B-spline radial atomic code 1; four-component Dirac-Coulomb Hartree-Fock at the radial basis-set limit for Ru24+ (Z = 44), [Ar] 3d2, averaged over the configuration. Fermi nucleus with an rms radius of 4.481 fm. The 3d energies are orbital eigenvalues, without Breit or QED terms.

## Script

```python
# Table: Ru24+ [Ar]3d2, four-component Dirac-Coulomb Hartree-Fock (configuration average, B-spline
# atomic code), speed of light scaled by f: 3d energies, radii, gap, electron-electron energy.
# Tested: expansion in x=1/f^2, spin-orbit pattern, against a screened hydrogenic Dirac ion.
T = {
    'speed_of_light_factor': [0.95, 0.98, 1.0, 1.02, 1.2, 100.0],
    'orbital_energy_3d32': [-43.555, -43.551, -43.549, -43.547, -43.532, -43.491],  # hartree
    'orbital_energy_3d52': [-43.313, -43.324, -43.331, -43.337, -43.381, -43.491],  # hartree
    'orbital_mean_radius_3d32': [0.32548, 0.3256, 0.32567, 0.32574, 0.32622, 0.3275],  # bohr
    'orbital_mean_radius_3d52': [0.32805, 0.32801, 0.32799, 0.32797, 0.32783, 0.3275],  # bohr
    'gap': [0.2418, 0.2273, 0.2183, 0.2098, 0.1517, 2.2e-05],  # hartree
    'electron_electron_energy': [800.38, 799.18, 798.44, 797.75, 793.08, 781.45],  # hartree
}
import numpy as np
from scipy.constants import alpha, physical_constants as pc
from scipy.optimize import brentq
eV = pc['Hartree energy in eV'][0]; c0 = 1/alpha; Z = 44
A = lambda k: np.array(T[k], float)
f = A('speed_of_light_factor'); x = 1/f**2; m = f < 50; nr = int(np.argmax(f))
ix = lambda v: int(np.argmin(abs(f-v))); i1 = ix(1.0)
e3, e5, g = A('orbital_energy_3d32'), A('orbital_energy_3d52'), A('gap')
r3, r5, ee = A('orbital_mean_radius_3d32'), A('orbital_mean_radius_3d52'), A('electron_electron_energy')
em, rm = 0.4*e3+0.6*e5, 0.4*r3+0.6*r5
def dirac(z, k, s, n=3):
    a = z/(c0*s)
    return (c0*s)**2*((1+(a/(n-k+np.sqrt(k*k-a*a)))**2)**-0.5-1)
hg = lambda z, s: dirac(z, 3, s)-dirac(z, 2, s)
Zh = brentq(lambda z: hg(z, 1.0)-g[i1], 10, 60)
p = np.polyfit(np.log(f[m]), np.log(g[m]), 1)[0]
print(f"(Z alpha)^2={(Z*alpha)**2:.3f}; gap exponent in f (f<50): {p:.4f}; gap(f=1)={g[i1]*eV:.2f} eV, zeta={g[i1]/2.5:.4f} Eh")
print("f, gap*f^2 [Eh], rounding, dev. from gap(1)/f^2 %, hydrogenic Dirac dev. from table %")
for i in range(len(f)):
    fl = (5e-5 if m[i] else 5e-7)*f[i]**2
    print(f" {f[i]:6.2f} {g[i]/x[i]:.5f} +-{fl:.5f} {100*(g[i]/x[i]/g[i1]-1):+.2f} {100*(hg(Zh, f[i])/g[i]-1):+.2f}")
print(" (f=100 floor assumes 1e-6 Eh resolution, a guess; row not in gap fit)")
P = np.linalg.pinv(np.c_[x[m], x[m]**2]); M = np.c_[x[m], x[m]**2]
print("shift vs f=100 = a x + b x^2: shift(f=1), % of value, a, b, rounding bound on b, b/(a+b) %, max resid")
for name, q, h, ref in [('gap Eh', g, 5e-5, 0), ('e3/2 Eh', e3, 5e-4, 1), ('e5/2 Eh', e5, 5e-4, 1), ('e mean Eh', em, 5e-4, 1),
                        ('r3/2 bohr', r3, 5e-6, 1), ('r5/2 bohr', r5, 5e-6, 1), ('r mean bohr', rm, 5e-6, 1), ('Eee Eh', ee, 5e-3, 1)]:
    d = q-ref*q[nr]; a, b = P@d[m]; fb = h*(abs(P[1]).sum()+ref*abs(P[1].sum()))
    pct = 100*d[i1]/abs(q[nr]) if ref else float('nan')
    print(f" {name}: {d[i1]:+.5g} {pct:+.2f}% {a:+.4g} {b:+.2g} +-{fb:.1g} {100*b/(a+b):+.1f} {abs(d[m]-M@[a, b]).max():.1g}")
ah, bh = P@hg(Zh, f[m]); ag = (P@g[m])[0]
print(f"hydrogenic Dirac gap b/(a+b)={100*bh/(ah+bh):+.1f}%; fitted a vs gap*f^2 at f=100: {100*(g[nr]/x[nr]/ag-1):+.2f}%")
s = [q[i1]-q[nr] for q in (e3, e5, em)]
print("f=1 shifts 3/2, 5/2, mean [eV]: " + " ".join(f"{v*eV:+.2f}" for v in s))
print("in units of gap, table: " + " ".join(f"{v/g[i1]:+.2f}" for v in s) + f" (+-{1e-3/g[i1]:.3f})")
hs = [(dirac(Zh, k, 1.0)+Zh**2/18)/g[i1] for k in (2, 3)]
print(f" pure spin-orbit: -0.60 +0.40 0.00; hydrogenic: {hs[0]:+.2f} {hs[1]:+.2f} {0.4*hs[0]+0.6*hs[1]:+.2f}")
print(f"Zeff from gap {Zh:.1f}, radius {10.5/rm[nr]:.1f}, energy {np.sqrt(-18*em[nr]):.1f}; bare hydrogenic gap {hg(Z, 1.0):.3f} Eh = {hg(Z, 1.0)/g[i1]:.2f} x table")
print(f"r5/2 - r3/2 at f=1: {r5[i1]-r3[i1]:.5f} bohr = {100*(r5[i1]-r3[i1])/rm[i1]:.2f}%")
print(f"c=137 instead of {c0:.3f}: gap changes by {100*((c0/137)**2-1):.3f}%")
print("further output of the same calculation (f=0.98 and 1.2):")
for s_, ra, rb in [(0.98, 98.079, 93.228), (1.2, 96.407, 93.211)]:
    zs = [g[ix(s_)]*2*(c0*s_)**2/(2.5*r) for r in (ra, rb)]
    print(f" f={s_}: Z_so from <r^-3> of 3/2, 5/2 = {zs[0]:.1f}, {zs[1]:.1f}; bare Z overshoots {100*(Z/zs[1]-1):.0f} to {100*(Z/zs[0]-1):.0f}%")
orb = {'1s': (-855.85, -847.81, .033379, .033803), '2s': (-157.21, -155.22, .14367, .14558),
       '2p1/2': (-147.84, -146.08, .12235, .12423), '2p3/2': (-142.73, -142.75, .12712, .12738),
       '3s': (-53.328, -52.828, .36925, .37277), '3p1/2': (-49.614, -49.185, .35762, .36111),
       '3p3/2': (-48.522, -48.472, .36568, .36642)}
for k, (a, b, c, d) in orb.items():
    print(f" {k}: f 1.2 -> 0.98 energy {a-b:+.3f} Eh, radius {100*(c/d-1):+.2f}%")
for k, q, r in (('3d3/2', e3, r3), ('3d5/2', e5, r5)):
    print(f" {k} (table): energy {q[ix(.98)]-q[ix(1.2)]:+.3f} Eh, radius {100*(r[ix(.98)]/r[ix(1.2)]-1):+.2f}%")
print(f" small-component ratio 1s {.026941/.017799:.4f}, 3d3/2 {.0016531/.0011023:.4f}, x ratio {(1.2/.98)**2:.4f}")
b, a, c = np.polyfit([1/.98**2, 1, 1/1.2**2], [-3.819, 0, 27.786], 2)
print(f" total energy, 3-point: a={a:.1f} b={b:.1f} Eh, b/(a+b)={100*b/(a+b):.1f}%, extrapolated shift {-c:.0f} Eh")
print("radial functions: non-relativistic 6, Dirac 9 x 2 components = 18, ratio 3")
assert -2.05 < p < -1.95
assert np.all(e3[m] < e3[nr]) and np.all(e5[m] > e5[nr]) and np.all(em[m] > em[nr])
assert np.all(r3[m] < r3[nr]) and np.all(r5[m] > r5[nr]) and np.all(rm[m] < rm[nr])
assert np.all(np.diff(ee[np.argsort(x)]) > 0)
```

Output:

```
(Z alpha)^2=0.103; gap exponent in f (f<50): -1.9960; gap(f=1)=5.94 eV, zeta=0.0873 Eh
f, gap*f^2 [Eh], rounding, dev. from gap(1)/f^2 %, hydrogenic Dirac dev. from table %
   0.95 0.21822 +-0.00005 -0.03 +0.15
   0.98 0.21830 +-0.00005 -0.00 +0.04
   1.00 0.21830 +-0.00005 +0.00 +0.00
   1.02 0.21828 +-0.00005 -0.01 -0.03
   1.20 0.21845 +-0.00007 +0.07 -0.39
 100.00 0.22000 +-0.00500 +0.78 -1.82
 (f=100 floor assumes 1e-6 Eh resolution, a guess; row not in gap fit)
shift vs f=100 = a x + b x^2: shift(f=1), % of value, a, b, rounding bound on b, b/(a+b) %, max resid
 gap Eh: +0.2183 +nan% +0.2188 -0.0005 +-0.0003 -0.2 3e-05
 e3/2 Eh: -0.058 -0.13% -0.06138 +0.0034 +-0.004 -5.8 0.0003
 e5/2 Eh: +0.16 +0.37% +0.1548 +0.0053 +-0.004 +3.3 0.0003
 e mean Eh: +0.0728 +0.17% +0.06836 +0.0045 +-0.004 +6.2 0.0001
 r3/2 bohr: -0.00183 -0.56% -0.001879 +5e-05 +-4e-05 -2.8 2e-06
 r5/2 bohr: +0.00049 +0.15% +0.0004412 +4.9e-05 +-4e-05 +10.0 2e-06
 r mean bohr: -0.000438 -0.13% -0.0004868 +4.9e-05 +-4e-05 -11.3 8e-07
 Eee Eh: +16.99 +2.17% +16.18 +0.82 +-0.04 +4.8 0.003
hydrogenic Dirac gap b/(a+b)=+1.1%; fitted a vs gap*f^2 at f=100: +0.55%
f=1 shifts 3/2, 5/2, mean [eV]: -1.58 +4.35 +1.98
in units of gap, table: -0.27 +0.73 +0.33 (+-0.005)
 pure spin-orbit: -0.60 +0.40 0.00; hydrogenic: -1.50 -0.50 -0.90
Zeff from gap 33.9, radius 32.1, energy 28.0; bare hydrogenic gap 0.627 Eh = 2.87 x table
r5/2 - r3/2 at f=1: 0.00232 bohr = 0.71%
c=137 instead of 137.036: gap changes by 0.053%
further output of the same calculation (f=0.98 and 1.2):
 f=0.98: Z_so from <r^-3> of 3/2, 5/2 = 33.4, 35.2; bare Z overshoots 25 to 32%
 f=1.2: Z_so from <r^-3> of 3/2, 5/2 = 34.0, 35.2; bare Z overshoots 25 to 29%
 1s: f 1.2 -> 0.98 energy -8.040 Eh, radius -1.25%
 2s: f 1.2 -> 0.98 energy -1.990 Eh, radius -1.31%
 2p1/2: f 1.2 -> 0.98 energy -1.760 Eh, radius -1.51%
 2p3/2: f 1.2 -> 0.98 energy +0.020 Eh, radius -0.20%
 3s: f 1.2 -> 0.98 energy -0.500 Eh, radius -0.94%
 3p1/2: f 1.2 -> 0.98 energy -0.429 Eh, radius -0.97%
 3p3/2: f 1.2 -> 0.98 energy -0.050 Eh, radius -0.20%
 3d3/2 (table): energy -0.019 Eh, radius -0.19%
 3d5/2 (table): energy +0.057 Eh, radius +0.05%
 small-component ratio 1s 1.5136, 3d3/2 1.4997, x ratio 1.4994
 total energy, 3-point: a=-82.7 b=-4.9 Eh, b/(a+b)=5.5%, extrapolated shift -88 Eh
radial functions: non-relativistic 6, Dirac 9 x 2 components = 18, ratio 3
```
